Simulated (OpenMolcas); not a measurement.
BH2O (SMILES B[O]): methods side by side

BH2O has 4 atoms, charge 0, and is taken as a doublet. As SMILES, `B[O]`. The shape is that of a PBE0-D4/def2-TZVP optimisation.

Quantity: the vertical ionisation energy (to the singlet cation), in eV. The values are calculated.

```csv
level,kind,program,value (eV),CPU time (all runs)
UHF/STO-3G,Hartree–Fock,OpenMolcas,11.18,2.5 s
USVWN5/STO-3G,LDA,OpenMolcas,10.14,5.5 s
USVWN/def-TZVP,LDA,OpenMolcas,12.33,7 s
UPBE/STO-3G,GGA,OpenMolcas,10.37,6.4 s
U-r2SCAN/STO-3G,meta-GGA,OpenMolcas,10.75,8.4 s
UB3LYP/STO-3G,global hybrid,OpenMolcas,?,7.2 s
UM06-2X/STO-3G,hybrid meta-GGA,OpenMolcas,10.85,8.2 s
UPBE0/STO-3G,global hybrid,OpenMolcas,10.85,6.4 s
ROCCSD(T)/STO-3G,coupled cluster or CI,OpenMolcas,9.71,3.5 s
FCI/STO-3G,exact in the basis,OpenMolcas,9.67,6.5 s
```

Estimate what the levels marked ? give.

As computed at these levels: UB3LYP/STO-3G: 10.80 eV. The values span 9.67 to 12.33 eV. High-level rows in very small sets aren't better than simpler rows in larger ones. Times are those of the runs behind each value, whatever else they computed, on shared processors of several kinds: orders of magnitude only.

The basis set matters more here than the treatment of correlation: local-density values rise from 10.14 to 12.33 eV between the minimal and the triple-zeta set, more than the whole spread within STO-3G. A minimal set cannot let the oxygen 2p shell relax as its electron count changes, and it probably penalises the more electron-rich neutral radical most.

Within STO-3G, Hartree–Fock lies above FCI, 11.18 against 9.67 eV, the reverse of the usual result that neglected correlation lowers an ionisation energy. This suggests that the singlet cation is the more strongly correlated state. Removing an electron from the oxygen-centred 2p orbitals leaves two nearly degenerate ways of pairing those that remain, which one determinant describes poorly. Coupled cluster recovers nearly all of the difference, while every density functional, B3LYP included at 10.80 eV, stays above FCI. Since a triplet cation could lie lower, the singlet value need not be the first ionisation threshold.
